**Free-ion estimate of χT for 3d M⁴⁺ ions in tetrahedral point charges**

The table holds the ground level, first excitation and χT at 2, 50 and 300 K of six tetravalent 3d ions, from OpenMolcas CASSCF over the 3d shell with spin-orbit state interaction (ANO-RCC-VDZP, DKH2). The program tests a free-ion rule (Hund term, Landé intervals, Curie and Van Vleck terms, ζ = 0.0083(Z − 10)⁴ cm⁻¹ anchored on V4+ and Ni4+) against the spin-only and ground-J formulas. At 300 K the rule has an rms error of 12 % relative to the table (worst Fe4+, −20 %), against 59 % for ground-J and 90 % for spin-only; it fails at 50 and 2 K. A singlet formula gives the 2 K value of Ni4+ to 1 % and that of Fe4+ 29 % low. Adding a cubic field to the same term, taken from the calculations for three ions and fitted to the first excitation for the other three, lowers the rms error to 3.8, 7.2 and 18.7 % at 300, 50 and 2 K, with Cr4+ the worst row.

OpenMolcas 26.06, state-averaged CASSCF over the 3d shell, spin-orbit coupling by state interaction with atomic mean-field integrals, ANO-RCC-VDZP, DKH2, point nucleus. Ions of charge +4, each at the centre of a regular tetrahedron of four −1 e point charges. Ground levels carry double-group labels; χT is the powder susceptibility times temperature by Van Vleck's formula.

## The fit in Python

```python
# Table: OpenMolcas CASSCF(3d)+SO-RASSI, ANO-RCC-VDZP, DKH2; M4+ ions in tetrahedral point charges: gap, chiT.
# Tested: free-ion Hund/Lande/Van Vleck rule with zeta=a(Z-10)^4, versus spin-only; then a cubic field is added.
T = {
    'ion': ['V4+', 'Cr4+', 'Mn4+', 'Fe4+', 'Ni4+', 'Cu4+'],
    'n': [1, 2, 3, 4, 6, 7],
    'charge_distance': [2.13, 2.04, 1.98, 1.58, 2.17, 1.72],  # Å
    'mult': [2, 3, 4, 5, 5, 4],
    'label': ['G8', 'T2', 'G8', 'A1', 'A1', 'G8'],
    'deg': [4, 3, 4, 1, 1, 4],
    'gap': [791, 518, 256, 109, 28.6, 628],  # 1/cm
    'chi_2': [0.158, 0.029, 0.097, 0.027, 0.553, 4.15],  # cm3 K/mol
    'chi_50': [0.198, 0.118, 0.162, 0.656, 5.17, 4.28],  # cm3 K/mol
    'chi_300': [0.413, 0.574, 0.673, 1.72, 5.59, 4.88],  # cm3 K/mol
}
import numpy as np
from scipy import constants as c
from scipy.optimize import brentq
C = c.N_A*c.value('Bohr magneton')**2/c.k/10; kB = c.k/(c.h*c.c*100)  # cm3 K/mol, cm-1/K
Z = [23, 24, 25, 26, 28, 29]; Ls = [2, 3, 3, 2, 2, 3]; ion = T['ion']; n = np.array(T['n']); Ts = (2, 50, 300)
S = (np.array(T['mult'])-1)/2; gap = T['gap']; X = {t: np.array(T['chi_%d' % t], float) for t in Ts}
# typed from further outputs of the same runs (cm-1): term splittings, spin-orbit lowerings, Ni4+ levels
D0 = {0: 656.66, 1: 627.39, 4: 341.88}; low = [126.4, 317.0, 672.6, 565.6, 834.2, 1175.8]
zV = brentq(lambda z: np.hypot(D0[0]-z/2, 6**.5*z)-gap[0], 50, 600)
zN = 0.4*(2234.32-(3*28.56+2*51.78+3*121.53)/9); r = (zN/zV)**.25; sig = (23*r-28)/(r-1)
zeta = 0.0083*(np.array(Z)-10.)**4; lam = np.where(n < 5, 1, -1)*zeta/(2*S)
print('anchors zeta: V %.0f, Ni %.0f cm-1; screening %.2f; a(V) %.5f; rule 0.0083(Z-10)^4' % (zV, zN, sig, zV/13**4))
print('C/3 %.4f cm3K/mol, N muB^2 %.4f, kT at 2/50/300 K %.1f %.1f %.1f cm-1' % (C/3, C*kB, 2*kB, 50*kB, 300*kB))
def rule(i, t, f=1.0):
    L, s, l = Ls[i], S[i], lam[i]*f; J = np.arange(abs(L-s), L+s+.1); E = l*J*(J+1)/2; E -= E.min()
    F = lambda j: ((s+L+1)**2-j*j)*(j*j-(s-L)**2)/np.maximum(j, .5)**2/l   # F(J)/(E_J - E_J-1)
    g = np.where(J > 0, 1.5+(s*(s+1)-L*(L+1))/np.maximum(2*J*(J+1), 1), 0)
    cu = C/3*g*g*J*(J+1); vv = C*kB*t/(6*(2*J+1))*(F(J+1)-F(J)); w = (2*J+1)*np.exp(-E/kB/t)
    return (w*(cu+vv)).sum()/w.sum(), J, E, g, cu, vv, w
so = C/3*4*S*(S+1); R = {t: np.array([rule(i, t)[0] for i in range(6)]) for t in Ts}
la = np.array([rule(i, 300)[4][0 if n[i] < 5 else -1] for i in range(6)])
err = lambda m, t: 100*(m/X[t]-1); rms = lambda e: np.sqrt(np.mean(e**2))
print('300 K: ion zeta lambda | table spin-only(err%) groundJ(err%) rule(err%) | err% at zeta -10%, +10%')
for i in range(6):
    print('%s %4.0f %4.0f | %.3f %.3f(%+.0f) %.3f(%+.0f) %.3f(%+.1f) | %+.1f %+.1f' % (ion[i], zeta[i], lam[i], X[300][i], so[i], err(so, 300)[i], la[i], err(la, 300)[i], R[300][i], err(R[300], 300)[i], *[100*(rule(i, 300, f)[0]/X[300][i]-1) for f in (.9, 1.1)]))
for t in Ts:
    e = err(R[t], t); fl = 100*np.maximum(.5*10**(np.floor(np.log10(X[t]))-2), 5e-4)/X[t]
    print('%d K rms%%: rule %.0f (worst %s %+.0f), groundJ %.0f, spin-only %.0f; rounding <= %.1f%%' % (t, rms(e), ion[np.abs(e).argmax()], e[np.abs(e).argmax()], rms(err(la, t)), rms(err(so, t)), fl.max()))
print('low T: ion rule50(err%) rule2(err%) | table50/spin-only | gap, free-ion J spacing cm-1, gap/kT300')
for i in range(6):
    print('%s %.3f(%+.0f) %.3f(%+.0f) | %.2f | %.0f %.0f %.2f' % (ion[i], R[50][i], err(R[50], 50)[i], R[2][i], err(R[2], 2)[i], X[50][i]/so[i], gap[i], np.sort(rule(i, 300)[2])[1], gap[i]/kB/300))
for i in (2, 4):
    tot, *p = rule(i, 300); print('worked %s 300 K (J, E cm-1, g, Curie, VanVleck, weight): sum w %.3f, chiT %.3f' % (ion[i], p[5].sum(), tot))
    for row in zip(*p): print('  J=%.1f %5.0f %.3f %.3f %+.3f %.3f' % row)
for i, m2 in ((3, 2.0), (4, 1.5**2*20/3)):
    v = 2*C*kB*m2*2/gap[i]; print('singlet %s 2 K: <Mz2> %.1f gives %.4f (%+.0f%%); table implies <Mz2> %.2f' % (ion[i], m2, v, 100*(v/X[2][i]-1), X[2][i]*gap[i]/(4*C*kB)))
def ops(j):
    m = np.arange(j, -j-.1, -1); return np.diag(m), np.diag(np.sqrt(j*(j+1)-m[1:]*(m[1:]+1)), 1)
def field(i, D):
    L = Ls[i]; lz, lp = ops(L); sz, sp = ops(S[i]); x = L*(L+1); I = np.eye(len(lz)); Is = np.eye(len(sz))
    p4 = np.linalg.matrix_power(lp, 4); O = 35*lz**4+(25-30*x)*lz**2+(3*x*x-6*x)*I+2.5*(p4+p4.T)
    V = O*D*[-1/120, 1/600, -1/600, 1/120, -1/120, 1/600][i]   # ground terms E, A2, T1, T2, E, A2
    E, U = np.linalg.eigh(np.kron(V, Is)+lam[i]*(np.kron(lz, sz)+(np.kron(lp, sp.T)+np.kron(lp.T, sp))/2))
    lo = np.linalg.eigvalsh(V)[0]-E[0]; E = E-E[0]; M2 = (U.T@(np.kron(lz, Is)+2*np.kron(I, sz))@U)**2
    dE = E[None, :]-E[:, None]; dg = np.abs(dE) < 1e-5; ch = []
    for t in Ts:
        p = np.exp(-E/kB/t); ch.append(C*(M2*p[:, None]*np.where(dg, 1, 2*kB*t/np.where(dg, 1, dE))).sum()/p.sum())
    return E[E > 1e-3][0], int((E < 1e-3).sum()), lo, ch
print('with field: ion Delta(source) Delta*R^5 | deg/table, gap(err%), lowering/output | chiT err% 2,50,300 K')
fe = []
for i in range(6):
    D = D0.get(i) or min(np.arange(10., 4000, 10), key=lambda d: abs(field(i, d)[0]-gap[i]))
    g1, dg, lo, ch = field(i, D); fe.append([100*(ch[k]/X[t][i]-1) for k, t in enumerate(Ts)])
    print('%s %.0f(%s) %.0f | %d/%d %.0f(%+.0f) %.0f/%.0f | %+.1f %+.1f %+.1f' % (ion[i], D, 'output' if i in D0 else 'fit to gap', D*T['charge_distance'][i]**5, dg, T['deg'][i], g1, 100*(g1/gap[i]-1), lo, low[i], *fe[-1]))
print('with field rms%% at 2/50/300 K: %.1f %.1f %.1f' % tuple(np.sqrt(np.mean(np.array(fe)**2, 0))))
assert all((X[50] < so) == (n < 5))
assert 8 < sig < 12
assert np.abs(err(R[300], 300)).max() < 30 and rms(err(R[300], 300)) < rms(err(so, 300))
assert rms(err(R[2], 2)) > rms(err(R[300], 300))
```

Output:

```
anchors zeta: V 237, Ni 869 cm-1; screening 9.99; a(V) 0.00828; rule 0.0083(Z-10)^4
C/3 0.1250 cm3K/mol, N muB^2 0.2607, kT at 2/50/300 K 1.4 34.8 208.5 cm-1
300 K: ion zeta lambda | table spin-only(err%) groundJ(err%) rule(err%) | err% at zeta -10%, +10%
V4+  237  237 | 0.413 0.375(-9) 0.300(-27) 0.448(+8.6) | +16.6 +2.2
Cr4+  319  159 | 0.574 1.000(+74) 0.333(-42) 0.658(+14.7) | +25.5 +6.0
Mn4+  420  140 | 0.673 1.876(+179) 0.075(-89) 0.660(-1.9) | +10.4 -11.9
Fe4+  544  136 | 1.720 3.001(+74) 0.000(-100) 1.370(-20.4) | -15.1 -24.8
Ni4+  871 -218 | 5.590 3.001(-46) 5.627(+1) 5.659(+1.2) | +1.1 +1.3
Cu4+ 1082 -361 | 4.880 1.876(-62) 5.502(+13) 5.533(+13.4) | +13.4 +13.3
2 K rms%: rule 572 (worst Cr4+ +1053), groundJ 572, spin-only 4763; rounding <= 1.9%
50 K rms%: rule 89 (worst Cr4+ +203), groundJ 91, spin-only 551; rounding <= 0.4%
300 K rms%: rule 12 (worst Fe4+ -20), groundJ 59, spin-only 90; rounding <= 0.3%
low T: ion rule50(err%) rule2(err%) | table50/spin-only | gap, free-ion J spacing cm-1, gap/kT300
V4+ 0.309(+56) 0.300(+90) | 0.53 | 791 593 3.79
Cr4+ 0.358(+203) 0.334(+1053) | 0.12 | 518 478 2.48
Mn4+ 0.135(-17) 0.077(-20) | 0.09 | 256 350 1.23
Fe4+ 0.393(-40) 0.015(-43) | 0.22 | 109 136 0.52
Ni4+ 5.637(+9) 5.628(+918) | 1.72 | 29 871 0.14
Cu4+ 5.508(+29) 5.502(+33) | 2.28 | 628 1622 3.01
worked Mn4+ 300 K (J, E cm-1, g, Curie, VanVleck, weight): sum w 5.270, chiT 0.660
  J=1.5     0 0.400 0.075 +0.357 4.000
  J=2.5   350 1.029 1.158 -0.010 1.119
  J=3.5   840 1.238 3.019 -0.068 0.142
  J=4.5  1471 1.333 5.502 -0.083 0.009
worked Ni4+ 300 K (J, E cm-1, g, Curie, VanVleck, weight): sum w 9.111, chiT 5.659
  J=0.0  2178 0.000 0.000 -1.436 0.000
  J=1.0  1960 1.500 0.563 +0.060 0.000
  J=2.0  1525 1.500 1.688 +0.060 0.003
  J=3.0   871 1.500 3.376 +0.060 0.107
  J=4.0     0 1.500 5.627 +0.060 9.000
singlet Fe4+ 2 K: <Mz2> 2.0 gives 0.0191 (-29%); table implies <Mz2> 2.82
singlet Ni4+ 2 K: <Mz2> 15.0 gives 0.5470 (-1%); table implies <Mz2> 15.16
with field: ion Delta(source) Delta*R^5 | deg/table, gap(err%), lowering/output | chiT err% 2,50,300 K
V4+ 657(output) 28790 | 4/4 792(+0) 127/126 | -0.0 -0.2 -0.1
Cr4+ 627(output) 22166 | 3/3 531(+2) 275/317 | +44.3 +14.7 +7.8
Mn4+ 450(fit to gap) 13694 | 4/4 256(-0) 664/673 | -5.0 -2.4 +2.7
Fe4+ 990(fit to gap) 9748 | 1/1 109(+0) 559/566 | -10.4 -9.3 -4.3
Ni4+ 342(output) 16450 | 1/1 28(-0) 747/834 | +0.3 +0.0 -0.2
Cu4+ 840(fit to gap) 12645 | 4/4 626(-0) 1117/1176 | +0.0 +0.1 +0.2
with field rms% at 2/50/300 K: 18.7 7.2 3.8
```
